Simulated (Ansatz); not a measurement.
## A series in volume scale on TiPd

Free energy against uniform scaling of the volume at fixed shape and fractions; periodic cell, basis, potentials, k mesh and filling as listed. The results are calculated, by Ansatz 0.2.0.

The cell before it is scaled or strained (space group P4/mmm, No. 123):
```
CELL_PARAMETERS angstrom
2.82410 0.00000 0.00000
0.00000 2.82410 0.00000
0.00000 0.00000 3.87860
ATOMIC_POSITIONS crystal
Ti 0.00000 0.00000 0.00000
Pd 0.50000 0.50000 0.50000
```

Settings of every row: functional r2SCAN; dispersion none; potentials PAW; wave cutoff 650 eV; density cutoff 2600 eV; k mesh 10x10x8; k shift 0x0x0; occupations methfessel paxton; smearing width 0.1 eV; spin none.

Limits: coarse k mesh, up to 40 meV an atom off; the cell comes from a prototype or a list of computed structures and needn't be the stable phase.

```
row  volume scale  V (Å³/atom)  pressure (GPa)  energy above lowest point (meV/atom)
  1        0.9406       14.548             9.4                                  19.6
  2        0.9703       15.008            3.26                                   1.7
  3             1       15.467               ?                                     ?
  4        1.0297       15.926           -6.33                                    12
  5        1.0594       16.386          -10.04                                  35.6
```

Question: what pressure should row 3 give?

Worked fit of pressure. Take u = (V_r/V)^(2/3) − 1 with V_r = 15.467 Å³ an atom, which is twice the finite (Eulerian) strain; such expansions in the strain, on which the Birch-Murnaghan equation of state is built, carry the rest volume and the bulk modulus. The shown rows have u = 0.04168, 0.02029, -0.01931, -0.03775. Least squares give pressure = −1.937 + 241.82 × u + 722.5 × u² GPa; a straight line predicts inner rows, each left out in turn, worse (root mean square 0.66 against 0.018 GPa). The rows lie off it by 0.00, -0.01, 0.01, 0.00. The pressure vanishes at u = 0.0078, or V = 15.29 Å³ an atom, and there the bulk modulus at fixed shape and fractions is B = −V dP/dV = (2/3)(1 + u) dP/du = 170 GPa. Letting shape and atoms relax would as a rule lower it, by much in layered, chain or molecular crystals. The withheld row has u = 0, so the fit gives −1.937 + 241.82 × (0) + 722.5 × (0)² = -1.94 GPa.

The calculation gave -1.93 GPa. The fit lies 0.01 GPa (0.051 % of the column's range) below it, one unit of the last digit.

The other values of row 3: energy above lowest point 0 meV/atom.
